Question: Why is L closer to the zone centre in energy than a point that is closer in distance?

I'm looking at the band levels of GaSb from a PBE calculation without spin–orbit coupling. I had assumed that the levels would drift away from their values at the zone centre as the wave vector gets longer.

GaSb (F-43m, 2-atom cell, fixed geometry) in GPAW 26.7.0: PBE without spin polarisation or spin–orbit coupling, PAW data sets (gpaw-data 1.2.1), 600 eV plane-wave cutoff, 8×8×8 k mesh, Gaussian smearing of 0.029 eV. Energies are relative to the valence top; levels are numbered outwards from the gap, "under" for valence and "over" for conduction.

```
point a (reciprocal cell vector)  point b (reciprocal cell vector)  point c (reciprocal cell vector)  level under 4 (eV)  level under 3 (eV)  level under 2 (eV)  level under 1 (eV)  level over 1 (eV)
                          0.0000                            0.0000                            0.0000             -11.441               0.000               0.000               0.000              0.091
                          0.2500                            0.1250                            0.1250             -11.034              -3.098              -1.370              -0.296              1.659
                          0.3750                            0.3750                           -0.2500              -9.131              -6.579              -3.595              -2.177              1.436
                          0.3750                            0.3750                            0.0000              -9.724              -5.808              -2.324              -2.324              0.919
                          0.5000                            0.2500                           -0.2500              -9.027              -6.621              -3.342              -3.105              3.721
                          0.5000                            0.2500                            0.2500              -9.982              -5.496              -3.184              -1.217              2.033
                          0.5000                            0.5000                            0.5000              -9.871              -6.326              -1.145              -1.145              0.444
```

Point 7 is L, and it lies farther from the centre than point 4. Yet its highest valence level has fallen by only 1.145 eV, against 2.324 eV at point 4. Its lowest listed level is also deeper, and its conduction level is lower. Only "level under 3" goes the other way. Point 2 is odd too: it is the nearest neighbour of the centre in this list, but its conduction level lies well above the one at L. If distance doesn't set the order, what does?

Answer:

What matters is how the wave vector sets the phases of the orbitals around each atom. Every Sb atom has four Ga neighbours in four different directions. A wave vector gives each neighbour its own phase, and the four bonds then help or hinder one another. Two wave vectors of similar length can produce quite different patterns, so the direction counts as much as the length.

The lowest listed level, "level under 4", shows this most simply. By the usual chemistry of these compounds it is mainly the Sb 5s orbital, lowered by bonding with Ga 4s. An s orbital looks the same from all sides, so in this s–s bond only the phases φ of the four neighbours matter. When the lowering is small compared with the energy difference of the two orbitals, it goes as

F = |(e^(iφ₁) + e^(iφ₂) + e^(iφ₃) + e^(iφ₄)) / 4|²

At the centre, Γ, all four neighbours are in step and F is 1. At L three are in step and one is opposed, so the mean is one half and F is one quarter. At point 4 two neighbours run ahead and two lag behind, which leaves F at only about 0.15. At point 5, called W, the four contributions cancel. L therefore keeps more of the s bonding than point 4 does, in spite of its longer wave vector.

The computed level follows this order at all seven points: the smaller F, the higher the level. Points 6 and 7 share the same F and differ by only about 0.1 eV. Away from Γ the Sb s orbital also couples to Ga p. To second order that adds a lowering proportional to 1 − F, so it is expected to flatten the line without changing the order, and beyond second order it can separate points of equal F. A straight line in F, fitted to all seven points, has a typical miss of 0.14 eV on a total rise of 2.4 eV. It lies too low at both ends of the range and too high at the points between. Such a bend is expected when the lowering isn't small, because two levels that repel strongly no longer move apart as the square of their coupling.

The top of the valence band, "level under 1", needs one more idea, because p orbitals have a direction. Two p orbitals can meet head-on, with a coupling of strength S, or side by side, with a weaker coupling of strength P. At the centre these two parts work against each other. Summed over the four bonds, the coupling between parallel p orbitals on Sb and Ga is

4S/3 − 8P/3

This is a poor bond, and that is why the valence band has its top here. Away from the centre the phases remove some of the conflict, the bonding improves and the level sinks.

At L the change can be followed bond by bond. One bond lies along the wave vector, and the p orbitals of the top level stand at right angles to it, so they meet only side by side. That bond contributed −P at the centre. Its phase is now reversed relative to the other three, and it contributes +P. The total becomes 4S/3 − 2P/3, a gain of 2P.

Point 4 lies along a cube axis, and there the gain is larger. The phases weaken the coupling between parallel p orbitals and bring in a coupling between perpendicular ones, such as px on Sb with py on Ga. In this crosswise coupling the head-on and side-by-side parts add instead of opposing each other. The conflict that L only eases is here largely turned into cooperation. The valence top at point 4 therefore lies deeper, although the wave vector is shorter.

With nearest neighbours only, the gain takes one form. It is expected to hold at six of the points even when P isn't small, and at point 4 to first order in P:

gain = 4P·w, with w = sin²(πq/2)

Here q is the largest component of the wave vector along the cube axes, in units of 2π divided by the cube edge. These components are b + c − a, a + c − b and a + b − c, where a, b and c are the columns "point a", "point b" and "point c". Point 3 must first be moved to its equivalent position (¾, ¾, 0). This shortcut for q holds for the points listed here and isn't a general rule for the whole zone.

To turn the gain into an energy, I take the fall of the level as proportional to w and fit one slope, 2.74 eV, to all seven points. For L, q is ½ and w is sin²(45°) = 0.5. The estimated fall is 2.74 × 0.5 = 1.37 eV, about a fifth more than the computed 1.145 eV, even though L was part of the fit.

A better test is the pattern that comes before any slope is chosen. The model gives points 6 and 7 the same valence top, and likewise points 3 and 4. The calculation puts the partners within 0.07 and 0.15 eV of each other, while the two pairs lie about 1 eV apart. P isn't really small in these compounds, and at point 4 the gain is then expected to be a little larger than 4P·w. That puts point 4 below point 3, the direction found. The lengths of the wave vectors offer no reason for such pairs. A fall proportional to the squared length has a typical miss of 0.48 eV, against 0.19 eV for the phase model.

The model is weakest at W, where the computed level lies 0.36 eV deeper than estimated, even though W is in the fit and pulls the slope towards itself. It also makes the two highest valence levels equal there, while the calculation separates them by 0.24 eV. Couplings to more distant atoms could do both, but I haven't tested that. Neither phase measure is meant for "level under 3", which mixes s and p orbitals and lies deeper at L than at point 4. The printed analysis below gives the phase measures and the fitted levels point by point.

The conduction level, "level over 1", has a different story near the centre. At Γ it is an antibonding combination of s orbitals, and symmetry keeps it from mixing with the p levels just below. A small step away, that protection is gone. The s combination mixes with the p orbital that points along the wave vector, and the two levels push each other apart.

Point 2 shows this push at work, though not alone. The conduction level has risen by 1.57 eV, about three times the kinetic energy that a free electron would have at this wave vector. One of the three valence levels that meet at Γ has meanwhile dropped to −3.098 eV, while the highest has fallen by only 0.296 eV. The level that dropped furthest is expected to be the p partner that the conduction level pushes down, strongly mixed with the s combination because the gap is so small. A push between two levels alone would move both by the same amount. With the free-electron energy taken out, the conduction level has gained 1.07 eV and its partner has lost 3.60 eV, so other levels are at work here too. The level between the two, at −1.370 eV, has fallen as well. This push doesn't account for that, but coupling to the higher antibonding p levels can. The push is also why electrons at the bottom of such a band respond as if they were very light.

L lies in another direction, so point 2 isn't on the way to it. A rise followed by a fall does show on one path, though: points 1, 2, 6 and 3 (in its equivalent position) lie on one line, and there the conduction level runs 0.091, 1.659, 2.033 and 1.436 eV. The same shape is expected on the way to L, which is a separate valley. Higher antibonding p levels can press the conduction level down from above, against the push from below, and the unequal shifts at point 2 suggest that they already do so there. Theory expects the balance to depend on direction, and the table agrees: point 6 has the same F as L, but its conduction level is at 2.033 eV instead of 0.444 eV. The phase of the s bonds alone therefore doesn't explain the valley at L.

The gap of 0.091 eV at Γ isn't reliable. Spin–orbit coupling splits the threefold valence top by very roughly 0.8 eV and raises its upper part by about a third of that, or 0.3 eV. This is more than the whole gap, so PBE with spin–orbit coupling may well leave no gap at all. PBE is also known to make such gaps too small. The given cell is under 2.3 GPa in this calculation, and at the larger volume that PBE prefers the gap at Γ is expected to shrink further. The phase argument accounts for the main order of the lowest listed level and of the valence top at these points, but the gap itself needs a better level of theory.

Output of the analysis:

```
fit of level_under_1 on 7 rows: coefficient of w -2.743 +/- 0.12; rms 0.187, worst 0.5 0.362, leave-one-out rms 0.252
fit of level_under_1 on 7 rows: coefficient of k2 -2.301 +/- 0.26; rms 0.482, worst 0.375 1.03, leave-one-out rms 0.563
fit of level_under_4 on 7 rows: constant -9.221 +/- 0.09, coefficient of F -2.364 +/- 0.18; rms 0.143, worst 0.5 -0.194, leave-one-out rms 0.231
Phase measures and model levels:
    row  distance_2pi_over_a           F       w  top_from_w_eV  top_from_k2_eV  lowest_from_F_eV
    0.0                    0           1       0              0               0            -11.58
   0.25               0.3536      0.7286  0.1464        -0.4018         -0.2876            -10.94
  0.375                1.061     0.02145  0.8536         -2.342          -2.589            -9.271
  0.375                 0.75      0.1464  0.8536         -2.342          -1.294            -9.567
    0.5                1.118  -1.531e-17       1         -2.743          -2.876            -9.221
    0.5               0.7071        0.25     0.5         -1.372          -1.151            -9.812
    0.5                0.866        0.25     0.5         -1.372          -1.726            -9.812
Valence top, point 7 above point 4 (eV): 1.179
Lowest level, point 7 below point 4 (eV): 0.147
Valence top, point 7 above point 6 (eV): 0.072
Valence top, point 3 above point 4 (eV): 0.147
Lowest level, point 7 above point 6 (eV): 0.111
Lowest level, rise from point 1 to point 5 (eV): 2.414
Splitting of the two highest valence levels at point 5 (eV): 0.237
Conduction level, rise from point 1 to point 2 (eV): 1.568
Free-electron kinetic energy at point 2 (eV): 0.5023
Conduction rise over free-electron energy (ratio): 3.121
Conduction level, point 7 above point 1 (eV): 0.353
Rough rise of the valence top by spin-orbit coupling (eV): 0.2667
```
